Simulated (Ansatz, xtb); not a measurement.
# Relative energy of two isomers of C6H10B2

We compare a, `CCB1C=CBC=C1`, a singlet, with b, `CB1C=CB(C)C=C1`, a singlet. Both are isolated molecules in the gas phase, relaxed with PBE0-D3(BJ)/def2-SVP; the shapes shown needn't be the lowest conformers.

a (Å):

```yaml
atoms:
  - { symbol: C, position_ang: [1.6046, 2.4442, 0.4707] }
  - { symbol: C, position_ang: [1.9465, 1.9067, -0.9325] }
  - { symbol: C, position_ang: [1.3266, -0.7482, -0.7591] }
  - { symbol: C, position_ang: [0.5763, -1.7929, -1.1788] }
  - { symbol: C, position_ang: [-1.2033, -0.0698, -2.2732] }
  - { symbol: C, position_ang: [-0.4504, 0.9723, -1.8519] }
  - { symbol: B, position_ang: [0.9535, 0.7195, -1.1872] }
  - { symbol: B, position_ang: [-0.7321, -1.5388, -2.0018] }
  - { symbol: H, position_ang: [0.5637, 2.8003, 0.5298] }
  - { symbol: H, position_ang: [2.2554, 3.2899, 0.7436] }
  - { symbol: H, position_ang: [1.7299, 1.6717, 1.2462] }
  - { symbol: H, position_ang: [1.8293, 2.7187, -1.6687] }
  - { symbol: H, position_ang: [3.0005, 1.5847, -0.9490] }
  - { symbol: H, position_ang: [2.2416, -0.9367, -0.1790] }
  - { symbol: H, position_ang: [0.8914, -2.8164, -0.9354] }
  - { symbol: H, position_ang: [-1.3861, -2.4736, -2.4099] }
  - { symbol: H, position_ang: [-2.1455, 0.1241, -2.8031] }
  - { symbol: H, position_ang: [-0.7914, 1.9999, -2.0442] }
```

b (Å):

```tsv
atom	x (Å)	y (Å)	z (Å)
C	-0.7647	3.1054	-0.9696
C	1.0715	1.2976	-1.8746
C	1.5796	0.0451	-1.8829
C	1.5264	-2.5411	-1.0068
C	-0.4406	-0.7851	-0.2964
C	-0.9487	0.4674	-0.2880
B	-0.2104	1.6432	-1.0294
B	0.9048	-1.1056	-1.0477
H	-0.0073	3.8874	-1.1310
H	-1.4713	3.1839	-1.8224
H	-1.3530	3.3332	-0.0677
H	1.5779	2.0871	-2.4487
H	2.4903	-0.1619	-2.4638
H	2.6139	-2.5721	-1.1728
H	1.0711	-3.0799	-1.8642
H	1.2668	-3.1248	-0.1106
H	-0.9656	-1.5820	0.2502
H	-1.8780	0.6670	0.2652
```

Question: Estimate E(b) − E(a) at the level CCSD(T)/def2-SVP + ΔMP2/def2-TZVPP.

Answer: Calculated at CCSD(T)/def2-SVP + ΔMP2/def2-TZVPP: E(b) − E(a) = −14.8 kcal/mol, so structure b lies lower.

The same difference at several levels:

```
                             level              geometry  E(b) − E(a) (kcal/mol)  departure from the last row (kcal/mol)  job, with rough time for the two
                          GFN2-xTB              GFN2-xTB                      −1.8                                   +13.1              optimisation, 0.18 s
                         HF/STO-3G              GFN2-xTB                     −14.1                                    +0.8               single point, 0.4 s
                r2SCAN-D4/def2-SVP              GFN2-xTB                     −17.1                                    −2.3               single point, 4.8 s
              PBE0-D3(BJ)/def2-SVP  PBE0-D3(BJ)/def2-SVP                     −16.2                                    −1.3                optimisation, 91 s
                       HF/def2-SVP  PBE0-D3(BJ)/def2-SVP                     −14.7                                    +0.1           part of the CCSD(T) run
                      MP2/def2-SVP  PBE0-D3(BJ)/def2-SVP                     −14.5                                    +0.3           part of the CCSD(T) run
                  CCSD(T)/def2-SVP  PBE0-D3(BJ)/def2-SVP                     −14.1                                    +0.8                      single point
CCSD(T)/def2-SVP + ΔMP2/def2-TZVPP  PBE0-D3(BJ)/def2-SVP                     −14.8                                                     single point, 2.1 min
```

As drawn, b has 1 C–B, 1 C–H in place of 1 C–C, 1 B–H.

The levels shown agree on the order. The largest departure from CCSD(T)/def2-SVP + ΔMP2/def2-TZVPP is that of GFN2-xTB, 13.1 kcal/mol. The last row adds to CCSD(T) the change of the MP2 difference between the two basis sets, here −0.8 kcal/mol.

With thermal terms from frequencies at re-optimised GFN2-xTB minima (ideal gas, soft modes damped towards free rotors, one conformer each, 298.15 K, 1 atm): the zero-point term adds −0.6 kcal/mol; ΔH is −14.9 and ΔG −16.0 kcal/mol.

The correlated steps freeze 8 core orbitals. Codes used: Ansatz 0.2.0, xtb 6.7.1; the last row on 4 threads of Arm Neoverse V2 on a shared host.

The dimethyl isomer b is clearly favoured over the ethyl isomer a, and thermal terms reinforce the preference. Both contain the same 1,4-diboracyclohexadiene ring, so ring strain and most of the π conjugation should cancel, leaving the placement of the alkyl carbons to decide the order. Moving a carbon from the ethyl chain to the second boron trades a C–C and a B–H bond for a C–B and a C–H bond. The gain probably reflects the strength of the new bonds together with σ donation and C–H hyperconjugation from methyl into the formally empty boron p orbital, contributions that the total energies can't separate.

Hartree–Fock already gives −14.7 kcal/mol in the def2-SVP basis, against −14.1 with CCSD(T), so the preference isn't mainly a correlation effect. GFN2-xTB gets the sign but misses most of the magnitude. Its geometries are an unlikely cause, since HF/STO-3G and r2SCAN-D4 recover a large gap on them; an imbalance in its description of boron bonds is more likely. The energy difference says nothing about the barrier to interconversion.
